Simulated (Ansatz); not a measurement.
A series in volume per atom on Cd

All results are calculated (Ansatz 0.2.0). Periodic Kohn-Sham DFT of a crystal at fixed atoms; pressure and stress are positive in compression; the energy is the free energy less that of spherical unpolarised free atoms; site moments are those in the method's own spheres, positive along +z.

Cell of the first row (space group P6_3/mmc, No. 194):
```
cell vectors (Å)
   2.9181     0.0000     0.0000
  -1.4590     2.5271     0.0000
   0.0000     0.0000     5.5030
atoms (fractions of the cell vectors)
Cd  0.33333  0.66667  0.25000
Cd  0.66667  0.33333  0.75000
```

Settings of every row: method all-electron LAPW; functional PBEsol; relativity scalar; k mesh 16x16x7; filling fermi-dirac; smearing width 0.05 eV; basis error target 1 meV/atom; nucleus gaussian.

Atom start moment: 0 on all atoms.

| row | volume per atom (Å³) | pressure (GPa) | energy less free atoms (eV/atom) |
| --- | --- | --- | --- |
| 1 | 20.29 | 2.411 | -1.1918 |
| 2 | 20.722 | ? | ? |
| 3 | 21.154 | -0.418 | -1.1968 |
| 4 | 21.369 | -1.011 | -1.1958 |
| 5 | 21.585 | -1.563 | -1.1941 |
| 6 | 21.801 | -2.076 | -1.1916 |
| 7 | 22.017 | -2.553 | -1.1885 |
| 8 | 22.449 | -3.403 | -1.1804 |
| 9 | 22.88 | -4.128 | -1.1703 |

Question: what pressure and energy less free atoms should row 2 give?

Worked fit of pressure. Take u = (V_r/V)^(2/3) − 1 with V_r = 21.693 Å³ an atom, which is twice the finite (Eulerian) strain; such expansions in the strain, on which the Birch-Murnaghan equation of state is built, carry the rest volume and the bulk modulus. The shown rows have u = 0.04558, 0.01692, 0.01008, 0.00333, -0.00331, -0.00983, -0.02258, -0.03489. Least squares give pressure = −1.8239 + 77.358 × u + 331.88 × u² + 206 × u³ GPa; a parabola predicts inner rows, each left out in turn, worse (root mean square 0.0032 against 0.0012 GPa). The rows lie off it by 0.000, 0.001, -0.001, 0.000, 0.000, -0.001, 0.001, 0.000. The pressure vanishes at u = 0.0216, or V = 21.01 Å³ an atom, and there the bulk modulus at fixed shape and fractions is B = −V dP/dV = (2/3)(1 + u) dP/du = 62.6 GPa. Letting shape and atoms relax would as a rule lower it, by much in layered, chain or molecular crystals. The withheld row has u = 0.031, so the fit gives −1.8239 + 77.358 × (0.031) + 331.88 × (0.031)² + 206 × (0.031)³ = 0.899 GPa.

The calculation gave 0.899 GPa. The fit meets it to the printed digit.

Worked fit of energy less free atoms. Take u = (V_r/V)^(2/3) − 1 with V_r = 21.693 Å³ an atom, which is twice the finite (Eulerian) strain; such expansions in the strain, on which the Birch-Murnaghan equation of state is built, carry the rest volume and the bulk modulus. The shown rows have u = 0.04558, 0.01692, 0.01008, 0.00333, -0.00331, -0.00983, -0.02258, -0.03489. Least squares give energy less free atoms = −1.19293 − 0.3717 × u + 8.269 × u² + 9.4 × u³ eV/atom; a parabola predicts inner rows, each left out in turn, worse (root mean square 0.00014 against 2.9e-05 eV/atom). All shown rows lie on it to the printed digit. Its lowest point lies at u = 0.0217, or V = 21.01 Å³ an atom, and the curvature there gives the bulk modulus at fixed shape and fractions, B = (4/9)(1 + u)² E″(u)/V = 62.8 GPa. Letting shape and atoms relax would as a rule lower it, by much in layered, chain or molecular crystals. The withheld row has u = 0.031, so the fit gives −1.19293 − 0.3717 × (0.031) + 8.269 × (0.031)² + 9.4 × (0.031)³ = -1.1962 eV/atom.

The calculation gave -1.1962 eV/atom. The fit meets it to the printed digit.
